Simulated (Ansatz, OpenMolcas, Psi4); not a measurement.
Computed against measured: dipole moment

8 molecules with halogens; the dipole moment in D, computed less measured. Shapes, held fixed at every level: PBE0-D4/def2-TZVP. No vibrational averaging. Dipoles are compared by magnitude; molecules under 1 D, whose direction can flip, are left out. Programs: Ansatz 0.2.0, OpenMolcas 26.06, Psi4 1.11. A level may come from different programs for different species; with the same settings they agree closely. Measured values: NIST CCCBDB.

Levels: A = r2SCAN-D4/def2-TZVPP; B = B3LYP/6-31G* (Cartesian functions); C = B3LYP-D4/def2-TZVPP.

```
                      molecule  measured      A      B      C
              SF2 (SMILES FSF)      1.05  -0.12  +0.09  +0.07
    AsF3 (arsenic trifluoride)      2.59  -0.28  -0.32  -0.06
  CH2ClF (chlorofluoromethane)      1.82  -0.05  +0.03  -0.04
              CH3F (SMILES CF)      1.85  -0.12  -0.16  -0.05
CHCl2F (dichlorofluoromethane)      1.29  -0.06  +0.05  -0.04
         SiH3Cl (chlorosilane)      1.31  -0.09  +0.37  -0.06
         C2H3Cl (SMILES C=CCl)      1.45  -0.09  +0.06  -0.10
          C2H5Br (bromoethane)      2.03  +0.18  +0.21  +0.10
```

**Question.** Which level does best on this set, which worst, and which err to one side?

**Answer.** 
```tsv
level	kind	mean error	mean absolute error	worst case
r2SCAN-D4/def2-TZVPP	meta-GGA	-0.079	0.124	AsF3
B3LYP/6-31G* (Cartesian functions)	global hybrid	+0.041	0.161	SiH3Cl
B3LYP-D4/def2-TZVPP	global hybrid	-0.022	0.065	C2H3Cl
```

On this set B3LYP-D4/def2-TZVPP has the smallest mean absolute error and B3LYP/6-31G* (Cartesian functions) the largest. r2SCAN-D4/def2-TZVPP is too low in 7 of 8; B3LYP/6-31G* (Cartesian functions) is too high in 6 of 8; B3LYP-D4/def2-TZVPP is too low in 6 of 8. The largest two are near a tie. Relativity is left out for As, Br. The set is small.

The two B3LYP levels differ in practice only by basis set, since a dispersion correction added to the energy leaves the density at a fixed shape unchanged. The smaller basis raises the dipole of every molecule containing chlorine or bromine, most of all chlorosilane, where the error goes from -0.06 to +0.37 D. In AsF3 and CH3F the shift is downward, probably because the compact basis describes electron-rich fluorine poorly; SF2 barely moves and breaks that pattern. The small mean error of B3LYP/6-31G* therefore reflects cancellation between opposing basis errors, not a balanced density.

In the larger basis, r2SCAN gives a lower dipole than B3LYP for every fluorine-containing molecule, most clearly AsF3 and SF2. This suggests that exact exchange helps to keep charge on fluorine, although the functionals differ in other respects too.
